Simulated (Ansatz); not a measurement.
# BaCuGe: energy above lowest point against volume scale

Results calculated with Ansatz 0.2.0, not measured. Free energy against uniform scaling of the volume at fixed shape and fractions; periodic cell, basis, potentials, k mesh and filling as listed.

The cell before it is scaled or strained (space group P-6m2, No. 187):
```
BaCuGe
1.0
      4.2343     0.0000     0.0000
     -2.1172     3.6670     0.0000
      0.0000     0.0000     5.0455
Ba Cu Ge
1 1 1
Direct
  0.00000 0.00000 0.00000
  0.33333 0.66667 0.50000
  0.66667 0.33333 0.50000
```

Settings of every row: functional LDA; dispersion none; potentials all-electron LAPW; k mesh 8x8x6; k shift 0x0x0; occupations fermi dirac; smearing width 0.1 eV; spin none.

Limits: coarse k mesh, up to 40 meV an atom off; minimum outside the range; no spin-orbit coupling, which can matter with elements this heavy; the cell comes from a prototype or a list of computed structures and needn't be the stable phase.

| row | volume scale | V (Å³/atom) | energy above lowest point (meV/atom) |
| --- | --- | --- | --- |
| 1 | 0.94 | 24.547 | 0 |
| 2 | 0.97 | 25.331 | ? |
| 3 | 1 | 26.114 | 25.3 |
| 4 | 1.03 | 26.898 | 47.4 |
| 5 | 1.06 | 27.681 | 74.5 |

Question: what energy above lowest point should row 2 give?

Worked fit of energy above lowest point. Take u = (V_r/V)^(2/3) − 1 with V_r = 26.506 Å³ an atom, which is twice the finite (Eulerian) strain; such expansions in the strain, on which the Birch-Murnaghan equation of state is built, carry the rest volume and the bulk modulus. The shown rows have u = 0.05252, 0.00998, -0.00974, -0.0285. Least squares give energy above lowest point = 35.66 − 1122.3 × u + 8439 × u² meV/atom; a straight line predicts inner rows, each left out in turn, worse (root mean square 8.4 against 0.011 meV/atom). All shown rows lie on it to the printed digit. The withheld row has u = 0.03069, so the fit gives 35.66 − 1122.3 × (0.03069) + 8439 × (0.03069)² = 9.2 meV/atom.

The calculation gave 9.1 meV/atom. The fit lies 0.1 meV/atom (1.1 % of the value, 0.13 % of the column's range) above it, one unit of the last digit.
